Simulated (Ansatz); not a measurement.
## A series in volume scale on YSc

Free energy against uniform scaling of the volume at fixed shape and fractions; periodic cell, basis, potentials, k mesh and filling as listed. The results are calculated, by Ansatz 0.2.0.

The cell before it is scaled or strained (space group P-6m2, No. 187):
```
cell vectors (Å)
   3.5202     0.0000     0.0000
  -1.7601     3.0486     0.0000
   0.0000     0.0000     5.4041
atoms (fractions of the cell vectors)
Y   0.00000  0.00000  0.00000
Sc  0.33333  0.66667  0.50000
```

Settings of every row: functional PBEsol; dispersion none; potentials all-electron LAPW; k mesh 9x9x6; k shift 0x0x0; occupations cold; smearing width 0.02 eV; spin none.

Limits: coarse k mesh, up to 40 meV an atom off; the cell comes from a prototype or a list of computed structures and needn't be the stable phase.

| row | volume scale | V (Å³/atom) | energy above lowest point (meV/atom) |
| --- | --- | --- | --- |
| 1 | 0.94 | 27.258 | 0 |
| 2 | 0.97 | 28.128 | ? |
| 3 | 1 | 28.998 | 13 |
| 4 | 1.03 | 29.867 | 29.8 |
| 5 | 1.06 | 30.737 | 52.4 |

Question: what energy above lowest point should row 2 give?

Worked fit of energy above lowest point. Take u = (V_r/V)^(2/3) − 1 with V_r = 29.433 Å³ an atom, which is twice the finite (Eulerian) strain; such expansions in the strain, on which the Birch-Murnaghan equation of state is built, carry the rest volume and the bulk modulus. The shown rows have u = 0.05251, 0.00998, -0.00971, -0.02849. Least squares give energy above lowest point = 20.66 − 860.1 × u + 8888 × u² meV/atom; a straight line predicts inner rows, each left out in turn, worse (root mean square 8.9 against 0.1 meV/atom). All shown rows lie on it to the printed digit. Its lowest point lies at u = 0.0484, or V = 27.42 Å³ an atom, and the curvature there gives the bulk modulus at fixed shape and fractions, B = (4/9)(1 + u)² E″(u)/V = 50.7 GPa. Letting shape and atoms relax would as a rule lower it, by much in layered, chain or molecular crystals. The withheld row has u = 0.0307, so the fit gives 20.66 − 860.1 × (0.0307) + 8888 × (0.0307)² = 2.6 meV/atom.

The calculation gave 2.9 meV/atom. The fit lies 0.3 meV/atom (10 % of the value, 0.57 % of the column's range) below it; its largest miss of a shown row is 0.0 meV/atom.
